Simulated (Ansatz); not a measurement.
# Redistribution: C3H7N + SiN2H6 → C2H7NSi + CH6N2

Species: C3H7N (N-methylethenamine) `C=CNC`, singlet; SiN2H6 `NN[SiH3]`, singlet; C2H7NSi `C=CN[SiH3]`, singlet; CH6N2 (methylhydrazine) `CNN`, singlet. The partners trade CH3 for SiH3; both sit on N, so the bond types are kept.

Shapes, held fixed at every level: PBE0-D4/def2-TZVP. Flexible molecules stand in one conformer, not always the lowest. Programs: Ansatz 0.2.0. The zero-point and thermal change to 298 K, harmonic and unscaled (PBE0-D4/def2-TZVP), is +0.4 kJ/mol.

```tsv
level	kind	ΔH(298 K) (kJ/mol)	less CCSD(T)/CBS estimate	CPU time (sum over the molecules)
PBE-D4/def2-TZVPP	GGA	-9.8	+6.2	17 s
r2SCAN-D4/def2-TZVPP	meta-GGA	-11.9	+4.1	31 s
BHLYP-D4/def2-TZVPP	global hybrid	-13.5	+2.5	19 s
wB97M-V/def2-TZVPP	range-separated hybrid	-12.5	+3.5	71 s
CCSD(T)/def2-SVP	coupled cluster or CI	-14.7	+1.3	21 s
CCSD/def2-SVP	coupled cluster or CI	-14.9	+1.1	–
CCSD/def2-TZVPP	coupled cluster or CI	-16.5	-0.5	–
CCSD(T)/CBS estimate	coupled cluster or CI	-16.0	0.0	8.2 min
```

The highest level, CCSD(T)/CBS estimate, gives ΔH(298 K) = -16.0 kJ/mol; the levels span -16.5 to -9.8. The column of differences is taken from that level and isn't an error. No measured value is set beside it here. The CBS estimate extrapolates MP2 from def2-TZVPP and def2-QZVPP and adds CCSD(T) − MP2 in the triple-zeta set, cores frozen. Times are processor times on shared x86 and Arm servers, and rough.

Every level puts the silyl group on the enamine nitrogen and the methyl group on the hydrazine, with an enthalpy of -16.0 kJ/mol at the highest level. The thermal term is only +0.4 kJ/mol, so the preference is essentially electronic. It probably reflects the polarity of the Si–N bond: electropositive silicon gains more from a nitrogen bound to carbon than from one whose charge is drawn off by a second nitrogen. Silyl also tends to flatten nitrogen, which suits enamine conjugation but in a hydrazine can increase repulsion between the adjacent lone pairs.

All four density functionals give a less exothermic exchange than any coupled-cluster row, PBE most clearly, perhaps because they balance π-conjugation and Si–N polarity differently. In the double-zeta set the triples barely matter, whereas enlarging the basis shifts CCSD from -14.9 to -16.5 kJ/mol. The direction of exchange is therefore well supported, but the reaction enthalpy alone cannot separate a stabilised silylenamine from a destabilised silylhydrazine.
